\section*{How an $s$-state hyperfine clock depends on $\alpha$}

The caesium clock runs on the hyperfine splitting of the $6s$ ground state of $^{133}$Cs, about 9.19 GHz, the frequency that the SI fixes in order to define the second. A frequency changes only relative to another frequency, so the question of how the clock responds to a change of the fine-structure constant $\alpha$ is asked about a pure number. The usual choice is the hyperfine constant $A$ divided by the Rydberg energy $\mathrm{Ry}=\alpha^2m_ec^2/2$, the scale of optical transitions. This page derives $d\ln(A/\mathrm{Ry})/d\ln\alpha$ for one $s$ electron outside closed shells.

\subsection*{Conventions and premises}

We use atomic units, $\hbar=m_e=e=4\pi\varepsilon_0=1$. Lengths are in $a_0$, energies in $E_h=2\,\mathrm{Ry}$, $c=1/\alpha$ and $\mu_0/4\pi=\alpha^2$. The Dirac matrices $\boldsymbol{\alpha}_D,\beta$ are in the standard representation, where $\boldsymbol{\alpha}_D$ has the Pauli matrices $\boldsymbol{\sigma}$ in both off-diagonal blocks. The energy $E$ excludes the rest energy. The premises are:

\begin{itemize}
\item[P1] The valence electron obeys the Dirac equation in a fixed central potential $V(r)$. It is $-Z/r$ well inside the screening radius $r_s\sim Z^{-1/3}$ and $-Z_a/r$ outside the core, with $Z_a=1$ for a neutral atom.
\item[P2] The nucleus is an infinitely heavy point charge with a point dipole $\boldsymbol{\mu}=g_I\mu_N\mathbf{I}$, $\mu_N=m_e/2m_p$ in atomic units, treated in first order.
\item[P3] Inside $r_s$ the energy $E$ is negligible against $Z/r$.
\item[P4] From a few times $1/Z$ outward the large component is of WKB form.
\item[P5] In the derivative, $g_I$, $m_e/m_p$ and the effective quantum number $n^*$ are held fixed.
\end{itemize}

\subsection*{Step 1: the operator and its angular part}

For charge $-1$ the minimal coupling gives $H=c\,\boldsymbol{\alpha}_D\cdot(\mathbf{p}+\mathbf{A}_\mu)+(\beta-1)c^2+V$, and the dipole has $\mathbf{A}_\mu=\alpha^2\boldsymbol{\mu}\times\mathbf{r}/r^3$. A cyclic shift of the triple product gives
\begin{equation}
H_{\rm hfs}=\alpha\,\frac{g_I}{2}\frac{m_e}{m_p}\;\mathbf{I}\cdot\frac{\mathbf{r}\times\boldsymbol{\alpha}_D}{r^3}.
\label{hfs}
\end{equation}
Write an $s_{1/2}$ state with a constant two-component spinor $\chi$, $\mathbf{n}=\mathbf{r}/r$ and real radial functions:
\begin{equation}
\psi=\frac{1}{\sqrt{4\pi}\,r}\begin{pmatrix}P(r)\,\chi\\ -iQ(r)\,(\boldsymbol{\sigma}\cdot\mathbf{n})\,\chi\end{pmatrix},\qquad \int_0^\infty(P^2+Q^2)\,dr=1 .
\label{psi}
\end{equation}
Two derivatives are needed. First, $\boldsymbol{\sigma}\cdot\mathbf{p}\,(P/r)=-i(\boldsymbol{\sigma}\cdot\mathbf{n})(P'-P/r)/r$. Second, $\boldsymbol{\sigma}\cdot\nabla[(Q/r^2)\,\boldsymbol{\sigma}\cdot\mathbf{r}]=r(Q/r^2)'+3Q/r^2=(Q'+Q/r)/r$. The lower and upper rows of the unperturbed equation then read
\begin{equation}
P'-\frac{P}{r}=\alpha\Big(E-V+\frac{2}{\alpha^2}\Big)Q,\qquad Q'+\frac{Q}{r}=-\alpha(E-V)P .
\label{radial}
\end{equation}
The operator in (\ref{hfs}) joins upper and lower components. From $\sigma_b\sigma_c=\delta_{bc}+i\epsilon_{bcd}\sigma_d$,
\begin{equation}
(\mathbf{n}\times\boldsymbol{\sigma})(\boldsymbol{\sigma}\cdot\mathbf{n})=i\,[\mathbf{n}(\boldsymbol{\sigma}\cdot\mathbf{n})-\boldsymbol{\sigma}],
\end{equation}
and since $n_an_b$ averages to $\delta_{ab}/3$, the angular mean is $-\tfrac{2i}{3}\boldsymbol{\sigma}$. With the factor $-i$ of the lower component, the upper-lower term is $-\tfrac23\boldsymbol{\sigma}\int PQ\,r^{-2}dr$, and its Hermitian conjugate doubles it. Because $\boldsymbol{\sigma}\cdot\mathbf{n}$ commutes with the total electronic angular momentum $\mathbf{J}$, the matrix of $\mathbf{J}$ between the states (\ref{psi}) is that of $\boldsymbol{\sigma}/2$ between the spinors $\chi$. Therefore $H_{\rm hfs}\to A\,\mathbf{I}\cdot\mathbf{J}$ with
\begin{equation}
A=-\frac43\,\alpha\,g_I\frac{m_e}{m_p}\int_0^\infty\frac{PQ}{r^2}\,dr .
\label{A}
\end{equation}
With $\mathbf{F}=\mathbf{I}+\mathbf{J}$ one has $2\,\mathbf{I}\cdot\mathbf{J}=F(F+1)-I(I+1)-\tfrac34$, so the levels $F=I\pm\tfrac12$ are split by $h\nu=A(I+\tfrac12)$ at zero field. A $J=\tfrac12$ state has no first-order quadrupole shift, so $\nu$ and $A$ share one dependence on $\alpha$.

The nonrelativistic limit tests factor and sign. Put $P=rR$ and keep only $2/\alpha^2$ in the first of (\ref{radial}). Then $Q=\tfrac{\alpha}{2}rR'$, the integral is $\tfrac{\alpha}{2}\int RR'dr=-\tfrac{\alpha}{4}R(0)^2$, and $A=\tfrac13\alpha^2g_I(m_e/m_p)R(0)^2$. This is the Fermi contact result $\tfrac23\mu_0\,g_s\mu_B\,g_I\mu_N|\psi(0)|^2$ with $g_s=2$, $\mu_B=\tfrac12$ and $|\psi(0)|^2=R(0)^2/4\pi$.

\subsection*{Step 2: the wave function near the nucleus}

The weight $r^{-2}$ confines the integral in (\ref{A}) to $r\sim1/Z$, where P1 and P3 set $V=-Z/r$ and $E=0$. With $D=r\,d/dr$, equations (\ref{radial}) become
\begin{equation}
(D-1)P=\Big(\frac{2r}{\alpha}+Z\alpha\Big)Q,\qquad (D+1)Q=-Z\alpha\,P .
\end{equation}
Apply $D-1$ to the second and insert the first:
\begin{equation}
(D^2-\gamma^2+2Zr)\,Q=0,\qquad \gamma=\sqrt{1-(Z\alpha)^2}.
\end{equation}
The variable $x=\sqrt{8Zr}$ has $D=\tfrac{x}{2}\,d/dx$ and turns this into $(x\,d/dx)^2Q+(x^2-4\gamma^2)Q=0$, Bessel's equation of order $2\gamma$. The solution regular at the origin is
\begin{equation}
Q=-CZ\alpha\,J_{2\gamma}(x),\qquad P=C\,(D+1)J_{2\gamma}=C\Big[(1+\gamma)J_{2\gamma}-\frac{x}{2}J_{2\gamma+1}\Big],
\label{bessel}
\end{equation}
where $xJ_a'=aJ_a-xJ_{a+1}$ was used and $C$ is still free. Both components start as $r^{\gamma}$, so the density $(P^2+Q^2)/r^2$ has a weak singularity $r^{2\gamma-2}$ at a point nucleus, which enhances $A$.

\subsection*{Step 3: the radial integral}

Write $J\equiv J_{2\gamma}$ and extend the integral to infinity; the cost of this is estimated below. One integration by parts gives
\begin{equation}
\int_0^\infty\frac{J\,(D+1)J}{r^2}\,dr=\Big[\frac{J^2}{2r}\Big]_0^\infty+\frac32\int_0^\infty\frac{J^2}{r^2}\,dr .
\label{parts}
\end{equation}
The boundary term goes as $r^{2\gamma-1}$ at the origin and vanishes if $\gamma>\tfrac12$. From $r=x^2/8Z$ follows $dr/r^2=16Z\,dx/x^3$.

Bessel's equation in the form $(xJ_a')'=(a^2/x-x)J_a$ gives $[x(J_a'J_b-J_aJ_b')]'=(a^2-b^2)J_aJ_b/x$. The bracket vanishes at $x=0$ for $a+b>0$, and the asymptotic form $J_a\simeq\sqrt{2/\pi x}\,\cos(x-a\pi/2-\pi/4)$ gives its value at infinity:
\begin{equation}
\int_0^\infty\frac{J_aJ_b}{x}\,dx=\frac{2}{\pi}\,\frac{\sin[(a-b)\pi/2]}{a^2-b^2}.
\end{equation}
This is zero for $a-b=2$ and tends to $1/2a$ for $b\to a$. The recurrence $J_a/x=(J_{a-1}+J_{a+1})/2a$ then yields, for $a>1$,
\begin{equation}
\int_0^\infty\frac{J_a^2}{x^3}\,dx=\frac{1}{4a^2}\Big[\frac{1}{2(a-1)}+\frac{1}{2(a+1)}\Big]=\frac{1}{4a(a^2-1)} .
\end{equation}
At $a=2\gamma$ this is $1/[8\gamma(4\gamma^2-1)]$. Collecting the factors $-C^2Z\alpha$, $\tfrac32$ and $16Z$,
\begin{equation}
\int_0^\infty\frac{PQ}{r^2}\,dr=-\alpha Z^2C^2F_{\rm rel},\qquad F_{\rm rel}=\frac{3}{\gamma(4\gamma^2-1)} .
\label{casimir}
\end{equation}
This is the Casimir factor. At $\gamma=1$ it is unity, and (\ref{bessel}) gives $P=C\tfrac{x}{2}J_1\to2ZCr$, so $R(0)=2ZC$ and the value $-\tfrac{\alpha}{4}R(0)^2$ of Step 1 returns.

\subsection*{Step 4: normalisation}

It remains to show that $C$ hides no further function of $\gamma$. For large $x$ the leading term of $P$ is $C\tfrac{x}{2}J'_{2\gamma}$:
\begin{equation}
P\simeq-C\sqrt{\frac{x}{2\pi}}\,\sin\Big(x-\gamma\pi-\frac{\pi}{4}\Big).
\label{asym}
\end{equation}
The amplitude is independent of $\gamma$. Relativity acts on the outer wave function only through the phase $\gamma\pi$. In this region $Q/P\sim Z\alpha/x$, and $Z\alpha/r\ll2/\alpha$ once $x^2\gg4(Z\alpha)^2$, so $P$ obeys the Schr\"odinger equation. By P4, $P=B\,p^{-1/2}\sin(\int_0^rp\,dr'+\varphi)$ with $p=\sqrt{2(E-V)}$. Inside $r_s$, $p=\sqrt{2Z/r}=4Z/x$ and $\int_0^rp\,dr'=x$. Comparison with (\ref{asym}) gives $B^2/4Z=C^2/2\pi$ and $\varphi=-\gamma\pi-\pi/4$ up to an overall sign.

The solution that decays beyond the outer turning point $r_2$ is proportional to $\sin(\int_r^{r_2}p\,dr'+\pi/4)$. The two forms coincide when their phases add up to a multiple of $\pi$:
\begin{equation}
\Phi(E)\equiv\int_0^{r_2}p\,dr=\pi\,(n-1+\gamma).
\label{quant}
\end{equation}
The integer is labelled so that the Coulomb case, $\Phi=\pi Z/\sqrt{-2E}$, gives the Bohr levels at $\gamma=1$. Treat $n$ as continuous and differentiate, using $\partial p/\partial E=1/p$: $(dE/dn)\int dr/p=\pi$. The norm comes from the slow outer motion, where $Q^2$ is of relative order $\alpha^2$ and $\sin^2$ averages to $\tfrac12$, so $1=\tfrac12B^2\int dr/p$. Hence
\begin{equation}
B^2=\frac{2}{\pi}\frac{dE}{dn},\qquad C^2=\frac{\pi B^2}{2Z}=\frac1Z\frac{dE}{dn}.
\end{equation}
Define $n^*$ and the quantum defect $\delta$ by $E=-Z_a^2/2n^{*2}$, $n^*=n-\delta(n)$. Then $dE/dn=(Z_a^2/n^{*3})(1-d\delta/dn)$. For hydrogen-like $ns$ states at $\gamma=1$ this gives $R(0)^2=4Z^2C^2=4Z^3/n^3$, the exact value. Inserting $C^2$ and (\ref{casimir}) into (\ref{A}) and writing $E_h=2\,\mathrm{Ry}$ gives the Fermi--Segr\`e formula with its relativistic factor:
\begin{equation}
\frac{A}{\mathrm{Ry}}=\frac83\,\alpha^2g_I\frac{m_e}{m_p}\,\frac{ZZ_a^2}{n^{*3}}\Big(1-\frac{d\delta}{dn}\Big)F_{\rm rel}(Z\alpha).
\label{FS}
\end{equation}

\subsection*{Step 5: the sensitivity}

The nonrelativistic many-electron Hamiltonian in atomic units contains no $\alpha$, so $n^*$ and $\delta$ depend on $\alpha$ only through relativistic corrections. P5 drops these. From $\gamma^2=1-(Z\alpha)^2$,
\begin{equation}
\frac{d\gamma}{d\ln\alpha}=-\frac{(Z\alpha)^2}{\gamma},\qquad
\frac{d\ln F_{\rm rel}}{d\gamma}=-\frac1\gamma-\frac{8\gamma}{4\gamma^2-1}=-\frac{12\gamma^2-1}{\gamma(4\gamma^2-1)} .
\end{equation}
The product is the relativistic coefficient $K_{\rm rel}$, and the explicit $\alpha^2$ in (\ref{FS}) adds 2:
\begin{equation}
\frac{d\ln(A/\mathrm{Ry})}{d\ln\alpha}=2+K_{\rm rel},\qquad K_{\rm rel}=(Z\alpha)^2\,\frac{12\gamma^2-1}{\gamma^2(4\gamma^2-1)} .
\label{result}
\end{equation}
For small changes of all three constants,
\begin{equation}
\delta\ln\frac{h\nu}{\mathrm{Ry}}=(2+K_{\rm rel})\,\delta\ln\alpha+\delta\ln g_I+\delta\ln\frac{m_e}{m_p}.
\end{equation}
At small $Z\alpha$, $F_{\rm rel}\simeq1+\tfrac{11}{6}(Z\alpha)^2$ and $K_{\rm rel}\simeq\tfrac{11}{3}(Z\alpha)^2$. In the ratio of two hyperfine clocks the 2 and the mass ratio cancel, which leaves the difference of the $K_{\rm rel}$ and the ratio of the $g_I$. The 2 belongs to the choice of Ry as yardstick: against $m_ec^2$ it would be 4.

\subsection*{Range of validity}

Sizes are given for $^{133}$Cs, $Z=55$, with these typical inputs: nuclear spin $I=7/2$, magnetic moment $2.582\,\mu_N$, ionisation energy 3.894 eV, nuclear radius $R_N=6.1$ fm, and a potential energy of the valence electron in the field of the core electrons, at the nucleus, of $V_0\approx1.8\,Z^{4/3}$ from the Thomas--Fermi model. They give $Z\alpha=0.4014$, $(Z\alpha)^2=0.1611$, $\gamma=0.9159$, $|E|=0.143\,E_h$ and $n^*=\sqrt{\mathrm{Ry}/|E|}=1.869$.

\emph{Class of states.} The result is for one $s_{1/2}$ electron outside closed shells, in neutral atoms or ions of low charge, $Z_a\ll Z$. The integral converges only for $\gamma>\tfrac12$, that is $Z\alpha<\sqrt3/2$.

\emph{Extension of the integral.} The screening radius lies at $x_s=\sqrt{8Z^{2/3}}\approx11$. Both terms of (\ref{parts}) leave a part of order $x_s^{-3}\approx8\times10^{-4}$ beyond it, which is negligible.

\emph{Local energy.} The ratio $|E|/Z^2\approx5\times10^{-5}$ is harmless, but the core raises the inner potential by $V_0$, so the inner equation sees an energy near $-V_0$. The hydrogen-like $1s$ state measures the effect. Equations (\ref{radial}) are solved by $P\propto r^\gamma e^{-Zr}$, $Q/P=(\gamma-1)/Z\alpha$, $E=(\gamma-1)/\alpha^2$. Then $PQ=-\tfrac{Z\alpha}{2}(P^2+Q^2)$, and two Gamma integrals give $\int PQ\,r^{-2}dr=-\alpha Z^3/[\gamma(2\gamma-1)]$. The Dirac--Coulomb levels $E=\alpha^{-2}[(n-1+\gamma)/N-1]$, $N^2=(n-1+\gamma)^2+(Z\alpha)^2$, have $dE/dn=Z^2/N^3$, which is $Z^2$ at $n=1$, so (\ref{casimir}) would give $-\alpha Z^3F_{\rm rel}$. The exact value is this times $(1+2\gamma)/3=1+\tfrac23\alpha^2E$. Two things follow. The Casimir factor must not be used for the ground state of a hydrogen-like ion. And for Cs, with $E\to-V_0$ and $V_0\approx376\,E_h$, the relative change of $A$ is about $-0.013$; it scales as $\alpha^2$ and changes the exponent by about $-0.03$.

\emph{Finite nucleus.} For small $x$, $J_{2\gamma}\simeq(2Zr)^\gamma/\Gamma(2\gamma+1)$ and $P\simeq C(1+\gamma)J_{2\gamma}$. The fraction of (\ref{casimir}) that comes from $r<R_N$ is then
\begin{equation}
\eta=\frac{2\gamma(1+\gamma)(2\gamma+1)}{3\,\Gamma(2\gamma+1)^2}\Big(\frac{2ZR_N}{a_0}\Big)^{2\gamma-1}.
\end{equation}
The spread of nuclear charge and of magnetisation (the Breit--Rosenthal and Bohr--Weisskopf corrections) lowers $A$ by $\eta$ times a number of order one. For Cs, $2ZR_N/a_0=0.0127$ and $\eta=0.030$. If $R_N$ is fixed in units of $\hbar/m_ec$, then $R_N/a_0\propto\alpha$ and $d\ln\eta/d\ln\alpha=2.6$, so the exponent changes by about $-0.08$.

\emph{Fixed $n^*$.} This is the largest omission. In (\ref{quant}) $\gamma$ enters only as $n-1+\gamma$, so in a frozen potential $dn^*/d\gamma=dn^*/dn\approx1$. The factor $n^{*-3}$ then adds
\begin{equation}
\Delta K=-\frac{3}{n^*}\frac{dn^*}{d\ln\alpha}\approx\frac{3(Z\alpha)^2}{\gamma\,n^*}=0.28 .
\end{equation}
The potential is not frozen in the atom. The core $s$ and $p_{1/2}$ shells contract as $\alpha$ grows and screen the nucleus better, which works against this term. The figure is therefore a size and should not be added as a correction.

\emph{Radiative and many-body terms.} The electron anomaly multiplies $A$ by $1+\alpha/2\pi$ in lowest order and adds $0.0012$ to the exponent; binding corrections to it are of order $Z\alpha^2=0.003$. Core polarisation and correlation lie outside P1. They rescale $A$, and the $\alpha$ dependence of that rescaling can only be found by repeating a relativistic many-body calculation at several values of $\alpha$.

\subsection*{Numerical illustration: $^{133}$Cs}

With $4\gamma^2-1=2.356$ and $12\gamma^2-1=9.067$,
\begin{equation}
F_{\rm rel}=1.390,\qquad K_{\rm rel}=0.739,\qquad \frac{d\ln(A/\mathrm{Ry})}{d\ln\alpha}=2.74 .
\end{equation}
The small-$Z\alpha$ form would give $K_{\rm rel}=0.59$, so the full expression is needed at $Z=55$.

The absolute size shows how much of the splitting the model carries. The prefactor is $\tfrac83\alpha^2(m_e/m_p)\,\mathrm{Ry}/h=254.4$ MHz and $g_I=2.582/3.5=0.7377$. With $d\delta/dn$ assumed zero, (\ref{FS}) gives $A/h=2.20$ GHz and $\nu=4A/h=8.8$ GHz, about 4 per cent below 9.19 GHz. Without $F_{\rm rel}$ the model would give 6.3 GHz. No input was adjusted to the clock frequency, but the omitted terms are themselves of a few per cent or not estimated at all, so the gap does not test (\ref{FS}) more finely than that.

Assume, purely for illustration, a drift $\dot\alpha/\alpha=10^{-17}$ per year with $g_I$ and $m_e/m_p$ constant. The ratio $h\nu/\mathrm{Ry}$ then grows by $2.74\times10^{-17}$ per year in the model. Counted in a unit of time tied to Ry, this is $0.25\ \mu$Hz per year on 9.19 GHz, of which $0.068\ \mu$Hz comes from $K_{\rm rel}$. In SI hertz the caesium frequency stays fixed and $\mathrm{Ry}/h$ falls by the same fraction. The value 2.74 is the model's, at fixed $n^*$ and for a point nucleus. Taking the negative and the positive estimates of the last section separately moves the exponent to about 2.6 and 3.0, and the drift to $0.24$ and $0.28\ \mu$Hz per year.